Once the width of an absorption band is fixed, its height is proportional to its oscillator strength $f$. The area under a band, taken over wavenumber, is $f/(4.32\times10^{-9})$ in L/(mol cm) times cm$^{-1}$, and a Gaussian with half-width $\sigma$ at 1/e of its height has the area $\sqrt{\pi}\,\sigma\,\varepsilon_{\max}$. With $\sigma = 0.25$ eV, about 2000 cm$^{-1}$, this gives $\varepsilon_{\max} \approx 65\,000\,f$ in L/(mol cm). The excitation from HOMO to LUMO has $f = 0.00029$ in this calculation, so its band can reach only about 19.

Absorption spectrum of 6,7-bis(trimethylsilyl)-1,4-naphthoquinone (gas phase, one GFN2-xTB molecular-dynamics frame at 200 K) from PySCF 2.14.0, Tamm-Dancoff TDDFT with PBE/6-31G(d) and density fitting. The five lowest singlet excitations are broadened by Gaussians of 0.25 eV half-width at 1/e height; the response freezes core orbitals and cuts virtual ones at 1.5 Eh.

```tsv
photon energy (eV)	molar absorptivity (L/(mol cm))
1.500	0.0
1.600	0.0
1.700	0.0
1.800	0.0
1.900	10.0
2.000	20.0
2.100	30.0
2.200	50.0
2.300	140.0
2.400	390.0
2.500	930.0
2.600	1800.0
2.700	2890.0
2.800	3960.0
```

**From 1.5 to 2.1 eV.** The first value above zero stands at 1.9 eV, and the HOMO-LUMO gap is 1.93 eV. It is tempting to conclude that absorption sets in at the gap and that the whole climb is the HOMO-LUMO band gaining strength. The agreement is accidental: the lowest excited state lies near 2.1 eV, and the value at 1.9 eV is the broadened foot of its band, just large enough to survive rounding to tens.

Two weak states make up most of this stretch. Their electron comes from HOMO and HOMO-1, which sit mainly on the two carbonyl oxygens, and goes to the π* orbital of the quinone. Theory explains why they are faint: an oxygen lone pair lies in the plane of the ring, a π* orbital has its lobes above and below it, and the product of the two carries little transition dipole. Together they never contribute more than about 25 L/(mol cm) to any row, whereas the last row is 3960. The HOMO-LUMO explanation therefore fails by a factor of more than a hundred.

**At 2.2 eV.** Here the absorptivity is 50, and about half of it already comes from a stronger state that lies half an electronvolt higher. The energy of each state follows from $f$ and its transition dipole $d$ through $E = 3f/(2d^2)$ in atomic units, which puts this third state at 2.7 eV with a full height of about 1540. That is some 60 times the 25 of the weak pair. A Gaussian has fallen by a factor of 60 at a distance $\sigma\sqrt{\ln 60} \approx 0.25 \times 2.0 = 0.5$ eV from its centre, so the stronger band should take over near 2.2 eV, as it does.

The same estimate serves for a neighbouring molecule, provided its weak band is near its top where the bright one takes over. Because the strength ratio enters only through the root of a logarithm, the takeover point depends mostly on where the bright state lies and on the chosen width. At a strength ratio like the one here, a weak band of the same width outweighs the bright one at its own centre only if it lies about two widths or more below it.

**From 2.3 to 2.8 eV.** Is the steep rise then the flank of one bright band? For a single Gaussian, two neighbouring rows at energies $E_1$ and $E_2$ with absorptivities $\varepsilon_1$ and $\varepsilon_2$ fix the centre:

$$E_c = \frac{E_1+E_2}{2} + \frac{\sigma^2}{2(E_2-E_1)}\ln\frac{\varepsilon_2}{\varepsilon_1}.$$

The rows at 2.3 and 2.4 eV give 2.67 eV, those at 2.7 and 2.8 eV give 2.85 eV. One band has one centre. The weak pair explains only a small part of the drift: without its 20 and 13 L/(mol cm) in the first two of these rows, the first centre would be 2.71 eV. The rest shows that further bands join in at higher energy.

A least-squares fit of one such Gaussian to all 14 rows, with height and centre free, shows how easily this could be overlooked. From 2.6 to 2.8 eV it stays within about 7% of the computed values, but at 2.4 eV it gives 229 instead of 390. A curve judged only by its tallest values would pass as a single band.

**At 2.8 eV.** The third state is already past its peak here and supplies only a third of the absorptivity. The fifth, near 3.0 eV, has become the largest part with 44%, and the fourth supplies most of the rest. The five Gaussians add up to the tabulated curve, but that is no test of the theory, since the curve was built from these same states. Only five states were included, so higher ones could still raise this last value.

The three bright states share a feature that bears on where the rise lies. They move an electron from the aryl ring and the Si-C bonds to the quinone, with 4 to 5 Å between the centres of hole and electron. PBE lacks most of the attraction between charges so far apart and places such states too low, so the true rise probably lies further towards the ultraviolet. The flank makes this costly: moving the whole curve up by only 0.1 eV would cut the value at 2.4 eV from 390 to 140, but the one at 2.8 eV only from 3960 to 2890. The geometry, a single snapshot of a molecular-dynamics run, adds its own uncertainty to the positions. That the lone-pair states give only a faint foot is thus probably a firmer result than the absorptivity at any one photon energy.
